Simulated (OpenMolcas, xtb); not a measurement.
## CH4ClGeO (SMILES [CH3][Ge]([OH])[Cl]): methods side by side

CH4ClGeO: 8 atoms, total charge 0, spin state doublet. As SMILES, `[CH3][Ge]([OH])[Cl]`. Geometry: relaxed at PBE0-D4/def2-TZVP. This is one conformer, not always the lowest.

```xyz
8

C     0.0700    1.2351   -0.0459
Ge   -0.6615   -0.5535    0.2727
O     0.7146   -1.5046    0.8800
Cl   -1.2471   -1.4321   -1.6394
H     0.4195    1.6524    0.8981
H     0.9069    1.1226   -0.7376
H    -0.6948    1.8762   -0.4809
H     0.5846   -2.4532    0.7971
```

Quantity: the dipole moment, in D. The values are calculated.

```json
{"level": "GFN0-xTB", "kind": "semi-empirical", "program": "xtb", "value (D)": "0.71"}
{"level": "GFN1-xTB", "kind": "semi-empirical", "program": "xtb", "value (D)": "1.49"}
{"level": "UHF/6-31G* (spherical functions)", "kind": "Hartree–Fock", "program": "OpenMolcas", "value (D)": "1.87"}
{"level": "USVWN5/6-31G* (spherical functions)", "kind": "LDA", "program": "OpenMolcas", "value (D)": "1.45"}
{"level": "UBLYP/6-31G* (spherical functions)", "kind": "GGA", "program": "OpenMolcas", "value (D)": "1.46"}
{"level": "UTPSS/6-31G* (spherical functions)", "kind": "meta-GGA", "program": "OpenMolcas", "value (D)": "1.52"}
{"level": "UBHLYP/6-31G* (spherical functions)", "kind": "global hybrid", "program": "OpenMolcas", "value (D)": "1.67"}
```

All-electron rows without a relativistic Hamiltonian named are non-relativistic. The values span 0.71 to 1.87 D. Magnitudes only.

The molecule is clearly polar at every level except GFN0-xTB, whose 0.71 D is less than half of any other value. LDA, GGA and meta-GGA lie close together at 1.45 to 1.52 D, while UBHLYP gives 1.67 D and Hartree–Fock 1.87 D. The polarity comes from germanium being bound to the much more electronegative chlorine and oxygen. The centre is pyramidal, as expected for a germyl radical whose unpaired electron occupies a lobe with considerable s character, so the bond and lobe contributions don't cancel by symmetry. The O–H bond adds a further contribution that depends on its orientation.

The rise from UBLYP through UBHLYP to Hartree–Fock suggests that a larger share of exact exchange holds more charge on chlorine and oxygen. GFN1-xTB, at 1.49 D, falls among the semi-local results, but that agreement is no test of accuracy. Without a correlated wavefunction value or a measurement, the series shows how sensitive the dipole is to the electronic treatment, not which value is best.
